**Q:** I stretched boron monoxide, BO, and followed its energy with several methods. I thought that a method starting from a single determinant would get steadily worse as the bond broke. The curves don't look like that. What should I compare first?

Bond-stretching scan of neutral BO (doublet) in the 6-31G basis, computed with Ansatz 0.2.0 and the in-house AFQMC program afq 1. The determinants are spin-unrestricted, and the correlated wave-function methods keep the cores frozen. Energies are counted at each level from the start distance, 1.2006 Å (PBE0/def2-TZVP geometry).

```tsv
point distance (Å)	number	HF, energy from the start of the scan (eV)	MP2, energy from the start of the scan (eV)	CCSD(T), energy from the start of the scan (eV)	phaseless AFQMC, energy from the start of the scan (eV)	FCI, energy from the start of the scan (eV)	PBE, energy from the start of the scan (eV)	PBE0, energy from the start of the scan (eV)
1.080	1	0.955	1.306	1.326	1.333	1.342	1.276	1.138
1.335	2	0.575	0.286	0.189	0.170	0.151	0.208	0.363
1.652	3	3.368	4.432	2.720	2.578	2.536	2.749	3.168
2.167	4	4.392	6.348	5.005	4.983	4.949	5.374	5.467
3.224	5	4.711	7.389	6.799	6.794	6.759	7.539	7.291
```

**A:** Compare each column with FCI, which is exact within this small basis and with frozen cores. Every energy is counted from the same start distance, 1.2006 Å, at its own level. A difference from FCI therefore tells you how much a method's error has changed since the start. Now look at HF and describe what you see.

**Q:** It crosses the exact curve. At 1.652 Å it lies 0.83 eV above FCI, and at 3.224 Å it lies 2.05 eV below. How can one method make both mistakes?

**A:** Think of what the two electrons of a bond do. In a tight bond they share the space between the atoms. In a broken bond one sits on boron and the other on oxygen. Halfway, the true state is a mixture: the electrons mostly avoid being on the same atom, yet they still exchange places and still bind.

A single determinant can't hold that mixture. It can keep the electrons shared, and then puts both on the same atom too often. If the two spins may have different orbitals, it can instead settle them on separate atoms, and then gives up much of the binding that remains.

**Q:** Is there a sign of that in the HF column?

**A:** Compare how far each curve has climbed by 1.652 Å. HF has already reached 3.368 eV of its final 4.711 eV, about 70%. FCI has reached 2.536 of 6.759 eV, less than 40%. By this measure HF has paid most of its price for separate atoms while the real bond still has much of its strength. That is what you would expect if the determinant separates the spins too early.

**Q:** That explains why HF is too high halfway. Why is it too low at the end?

**A:** Because the bonded molecule at the start has more to gain from correlation than the stretched one. The bond pairs electrons that are unpaired on the free atoms, and two electrons of opposite spin in the same region lower their energy by avoiding each other. HF leaves this out, so it makes the molecule at the start too high by more than it does the nearly separated atoms. Breaking the bond then looks too cheap.

**Q:** Can I follow that correlation energy along the curve?

**A:** Yes, with one anchor. Let C be the HF energy less the FCI energy at the same distance, both as absolute energies. The same calculation gives C = 4.566 eV at 1.080 Å. Elsewhere, C changes by exactly as much as the difference between the two scan columns.

Take 1.652 Å. The difference between HF and FCI is 3.368 − 2.536 = 0.832 eV there, and 0.955 − 1.342 = −0.387 eV at 1.080 Å. Hence C = 4.566 + 0.832 + 0.387 = 5.785 eV. Nothing is fitted; this is an identity, so it shows where the correlation energy changes but doesn't prove why.

**Q:** And what does it look like over the whole scan?

**A:** It has a hump. C rises up to 1.652 Å, then falls to 2.905 eV at 3.224 Å. The rise fits a bond that one determinant describes less and less well. The fall fits atoms that one determinant can describe again, with fewer close pairs left to correlate. The printed output after this text follows C and the parts of it that MP2 and CCSD(T) recover.

**Q:** Then MP2 should have its worst point at the top of the hump, and it does: 1.90 eV above FCI at 1.652 Å. Does it fail simply because there is more correlation to recover?

**A:** That is the smaller part of it. From 1.335 to 1.652 Å the exact correlation energy grows by 0.41 eV, but the part that MP2 supplies shrinks by 1.35 eV. Its share drops from 93% to 63%. MP2 delivers less just when more is needed. But its share hardly recovers as the hump falls: it is 62% at 2.167 Å and still only 69% at 3.224 Å. That fits badly with a fault of the half-broken bond alone, so part of the shortfall seems to belong to the nearly free atoms.

**Q:** I had learned the opposite. As a bond stretches, the gap between the bonding and antibonding orbitals closes, the small denominators make the second-order terms large, and MP2 gives too much correlation.

**A:** That holds for a determinant whose electrons are kept in shared pairs. The behaviour here points to the other kind, in which the spins have separated onto the two atoms. The orbital gaps then stay open, and electrons that are already apart gain little from the usual pair terms, so the second-order energy shrinks.

What such a determinant lacks is the exchange of places that couples the separated spins into a proper bond. It is also contaminated by a state of higher spin. Second order repairs little of either, so MP2 inherits the determinant's early loss of the bond.

**Q:** Do we know that the spins have separated at 1.652 Å?

**A:** It is an inference from the shrinking MP2 energy and the early flattening of HF. At 1.080 Å the determinant is still nearly clean: its ⟨S²⟩, the mean square of the total spin, is 0.79, against 0.75 for a pure doublet. The change must then come on stretching, if this explanation is right.

**Q:** CCSD(T) starts from a determinant too. Why doesn't it fail as badly?

**A:** It is also worst at 1.652 Å, but its deviation is only 0.18 eV, about a tenth of that of MP2. Coupled cluster doesn't add up pair terms once and stop. It solves for the excitations together, lets them act repeatedly and lets the orbitals adjust, and so it can restore much of the coupling that a determinant with separated spins lacks. The remaining error still peaks at the top of the hump. The comparison is fair only if CCSD(T) and MP2 start from the same determinant. At 1.080 Å they do: both build on the HF energy of −2705.87853 eV, and the second-order terms in the CCSD(T) run add up to the 4.336 eV that MP2 recovers. That is the check to make at each stretched point too.

**Q:** And phaseless AFQMC hardly notices that point.

**A:** It stays within 0.042 eV of FCI over the whole scan. The method lets an ensemble of determinants evolve towards the ground state and uses a trial wave function to control their phases. The trial here already contains single and double excitations, and its faults enter through that constraint instead of fixing the energy directly. They leave a bias that the statistical error doesn't include. The gain over CCSD(T) is clear at 1.652 Å; at 3.224 Å the two differ by only 0.005 eV, about the size of the statistical noise.

**Q:** At 1.080 Å the signs turn round. HF, MP2 and CCSD(T) all lie below FCI. Do they become too good when the bond is squeezed?

**A:** No, their absolute energies are still too high. CCSD(T) is 0.030 eV too high at 1.080 Å and 0.046 eV too high at the start, and the subtraction leaves −0.016 eV. It is the same trend read in the other direction: a shorter bond is easier for one determinant, so the error is smaller than at the start.

**Q:** May I at least read the start as the bottom of the curve?

**A:** Not for FCI in this basis. Shortening the bond by about 0.12 Å costs 1.342 eV, while stretching it by about 0.13 Å costs only 0.151 eV. Repulsion makes the inner wall steeper, but so large an imbalance suggests that the minimum lies at a longer distance. The final 6.759 eV is therefore not a dissociation energy, and a basis without polarization functions would not give a reliable one anyway.

**Q:** What about the density functionals? PBE drifts upwards, while PBE0 has its worst point halfway, like MP2.

**A:** Beyond the start, PBE's deviation grows at every step and reaches 0.78 eV. PBE0 peaks at 0.63 eV at 1.652 Å and then stays a little above 0.5 eV. The usual explanation is that the approximate exchange of PBE imitates part of the avoidance between the two atoms. PBE0 replaces a quarter of it with exact exchange, which has no such effect, and so takes on some of the halfway trouble of HF. The functionals also break spin symmetry on part of the curve, which can shape both columns, so this explanation isn't tested here. Nor do these distances from FCI rank the functionals against nature. FCI has to build its correlation from the few empty orbitals of this small basis, while a functional takes it from the density. Part of the gap at the far end may therefore be binding that FCI misses here.

**Q:** So when I scan another bond, I should distrust the middle more than the end?

**A:** For correlated methods built on an unrestricted determinant, such as MP2 and CCSD(T), check the middle first. HF itself is furthest off at the end here. Look for a place where HF flattens while a better method still climbs, and see whether the MP2 correlation energy shrinks there. A good value at the far end says little about the region in which the bond is half broken.

**Q:** Is there anything that could spoil this explanation for BO itself?

**A:** A change of electronic state could. BO has an excited Π state with a longer bond, and on stretching it may come close to the Σ state from which the scan begins. If the determinant moves to that state at a different distance from FCI, part of the hump comes from comparing two states. The AFQMC and coupled-cluster series could also follow different spin states, but that caution comes from the data makers' tests on other systems, not from these runs. The AFQMC and CCSD(T) runs themselves warn only of the constraint bias and of a large gap to a full-CI increment, and neither warning tells you which state was followed. Does the determinant at 1.652 Å still have the orbital occupation it had at 1.080 Å, with only its spins separated, or has it become a different state?

Numerical output:

```
Deviation from FCI, scan energies (eV):
    row      HF     MP2  CCSD(T)   AFQMC     PBE    PBE0
   1.08  -0.387  -0.036   -0.016  -0.009  -0.066  -0.204
  1.335   0.424   0.135    0.038   0.019   0.057   0.212
  1.652   0.832   1.896    0.184   0.042   0.213   0.632
  2.167  -0.557   1.399    0.056   0.034   0.425   0.518
  3.224  -2.048    0.63     0.04   0.035    0.78   0.532
Correlation energy below HF (eV) and share recovered (%):
    row  exact    MP2  CCSD(T)  MP2 share  CCSD(T) share
   1.08  4.566  4.336    4.536      94.95          99.34
  1.335  5.377  4.976    5.293      92.53          98.43
  1.652  5.785  3.623    5.555      62.62          96.02
  2.167  4.396  2.731    4.294      62.12          97.67
  3.224  2.905  2.009    2.819      69.14          97.03
Energy rise from the previous distance (eV):
    row     HF    MP2  CCSD(T)     FCI
  1.335  -0.38  -1.02   -1.137  -1.191
  1.652  2.793  4.146    2.531   2.385
  2.167  1.024  1.916    2.285   2.413
  3.224  0.319  1.041    1.794    1.81
Exact correlation energy at the start distance (eV): 4.953
Absolute MP2 error at the start distance (eV): 0.2665
Absolute CCSD(T) error at the start distance (eV): 0.04626
Absolute AFQMC error at the start distance, noise included (eV): 0.00976
Change of exact correlation energy from 1.335 to 1.652 angstrom (eV): 0.408
Change of MP2 correlation energy from 1.335 to 1.652 angstrom (eV): -1.353
MP2 deviation over CCSD(T) deviation at 1.652 angstrom (ratio): 10.3
HF rise from 1.652 to 3.224 angstrom (eV): 1.343
FCI rise from 1.652 to 3.224 angstrom (eV): 4.223
HF energy at 3.224 angstrom as share of FCI (%): 69.7
FCI cost at 1.080 over cost at 1.335 angstrom (ratio): 8.887
Largest AFQMC deviation from FCI, absolute value (eV): 0.042
```
